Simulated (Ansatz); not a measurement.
CaMg: phonon entropy and phonon heat capacity against temperature

Harmonic vibrational free energy, entropy and heat capacity at constant volume, per atom, from the force constants of a q mesh, imaginary modes left out; plane waves with PAW datasets, Gamma-centred k mesh. The results are calculated, by Ansatz 0.2.0.

Structure of every row (space group Pm-3m, No. 221):
```
CaMg
1.0
      3.9537     0.0000     0.0000
      0.0000     3.9537     0.0000
      0.0000     0.0000     3.9537
Ca Mg
1 1
Direct
  0.00000 0.00000 0.00000
  0.50000 0.50000 0.50000
```

Settings of every row: functional PBEsol; dispersion none; spin none; wave cutoff 420 eV; k mesh 10x10x10; occupations fermi dirac; smearing width 0.15 eV; volume over rest 1.02; phonon method linear response; q mesh 2x2x2.

Limits: coarse q mesh; levels loosely converged; metal sensitive to the k mesh; the cell comes from a prototype or a list of computed structures and needn't be the stable phase.

| row | temperature (K) | phonon entropy (kB/atom) | phonon heat capacity (kB/atom) | phonon free energy (meV/atom) |
| --- | --- | --- | --- | --- |
| 1 | 200 | 3.43 | 2.758 | -3.1 |
| 2 | 300 | 4.577 | 2.888 | -37.9 |
| 3 | 400 | 5.416 | 2.936 | -81.1 |
| 4 | 500 | ? | ? | ? |
| 5 | 600 | 6.614 | 2.971 | -185.4 |
| 6 | 700 | 7.073 | 2.979 | -244.4 |
| 7 | 800 | 7.471 | 2.984 | -307.1 |
| 8 | 900 | 7.823 | 2.987 | -373.1 |
| 9 | 1000 | 8.138 | 2.989 | -441.9 |

Question: what phonon entropy and phonon heat capacity should row 4 give?

Worked fit of phonon entropy. Entropy rises as the heat capacity times the change of ln T, so take t = ln(T / 300 K). The shown rows have t = -0.4055, 0, 0.2877, 0.6931, 0.8473, 0.9808, 1.0986, 1.204. Least squares give phonon entropy = 4.5838 + 2.88016 × t + 0.06264 × t² kB/atom; a straight line predicts inner rows, each left out in turn, worse (root mean square 0.015 against 0.0052 kB/atom). The rows lie off it by 0.004, -0.007, -0.002, 0.004, 0.004, 0.002, -0.001, -0.004 (root mean square 0.0039 kB/atom), a smooth pattern that one more power would take up: the form is only approximate. The slope at t = 0, 2.88 kB/atom, estimates the heat capacity at 300 K. The withheld row has t = 0.5108, so the fit gives 4.5838 + 2.88016 × (0.5108) + 0.06264 × (0.5108)² = 6.071 kB/atom.

The calculation gave 6.074 kB/atom. The fit lies 0.003 kB/atom (0.064 % of the column's range) below it; its largest miss of a shown row is 0.007 kB/atom.

Worked fit of phonon heat capacity. At high temperature a harmonic heat capacity falls short of its limit by a term in 1/T², so take t = (100 K / T)². The shown rows have t = 0.25, 0.11111, 0.0625, 0.02778, 0.02041, 0.01562, 0.01235, 0.01. Least squares give phonon heat capacity = 2.9998 − 1.037 × t + 0.28 × t² kB/atom; a straight line predicts inner rows, each left out in turn, worse (root mean square 0.0017 against 0.00025 kB/atom). All shown rows lie on it to the printed digit. The constant, 2.9998 kB/atom, is to be held against the harmonic limit of 3 k_B an atom. The withheld row has t = 0.04, so the fit gives 2.9998 − 1.037 × (0.04) + 0.28 × (0.04)² = 2.959 kB/atom.

The calculation gave 2.959 kB/atom. The fit meets it to the printed digit.

The other values of row 4: phonon free energy -130.7 meV/atom.
